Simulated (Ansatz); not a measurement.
# Ligand exchange: Y(CH3)2F + C2H3F3O → Y(CH3)2(OH) + C2H2F4

Gas-phase species: Y(CH3)2F, singlet; C2H3F3O (2,2,2-trifluoroethanol) `OCC(F)(F)F`, singlet; Y(CH3)2(OH), singlet; C2H2F4 (norflurane) `FCC(F)(F)F`, singlet. The partners trade F for OH: Y–F and C–OH bonds give way to Y–OH and C–F.

Shapes, held fixed at every level: PBE0-D4/def2-TZVP. Flexible molecules stand in one conformer, not always the lowest. Programs: Ansatz 0.2.0. Electronic energies: no zero-point or thermal term.

| level | kind | ΔE (kJ/mol) | less CCSD(T)/def2-TZVPP |
| --- | --- | --- | --- |
| BHLYP-D4/def2-TZVPP | global hybrid | +64.9 | +3.8 |
| PBE0-D4/def2-TZVPP | global hybrid | +69.4 | +8.3 |
| wB97X-V/def2-TZVPP | range-separated hybrid | +67.4 | +6.3 |
| CCSD(T)/def2-SVP | coupled cluster or CI | +69.2 | +8.1 |
| CCSD/def2-SVP | coupled cluster or CI | +69.0 | +7.9 |
| CCSD/def2-TZVPP | coupled cluster or CI | +60.8 | -0.3 |
| CCSD(T)/def2-TZVPP | coupled cluster or CI | +61.1 | 0.0 |

The highest level, CCSD(T)/def2-TZVPP, gives ΔE = +61.1 kJ/mol; the levels span +60.8 to +69.4. The column of differences is taken from that level and isn't an error. No measured value is set beside it here. For atoms past krypton def2 sets carry core potentials with scalar relativity. Outer-core shells of Y are correlated, in sets that cover them unevenly.

Fluoride stays on yttrium and hydroxide on carbon: the exchange is clearly uphill at every level, with +61.1 kJ/mol at the highest. Carbon also binds fluorine more strongly than hydroxyl, so the sign means that yttrium's preference for fluoride is the larger of the two. This fits a hard, strongly electropositive d⁰ Y(III) centre, whose largely ionic bond to the small, compact fluoride gains much electrostatic stabilisation. Hydroxide can also donate π density into the empty 4d orbitals, but evidently not enough to reverse the order.

Perturbative triples hardly matter in either basis, as expected for closed-shell species without near-degeneracy. Enlarging the basis matters far more, lowering the CCSD(T) value from +69.2 to +61.1 kJ/mol, probably through a more even description of the polar bonds to F and O. The near-match between PBE0 and CCSD(T)/def2-SVP is therefore no sign of accuracy. The sign of the reaction energy is well supported, but two basis sets don't establish its basis-set limit.
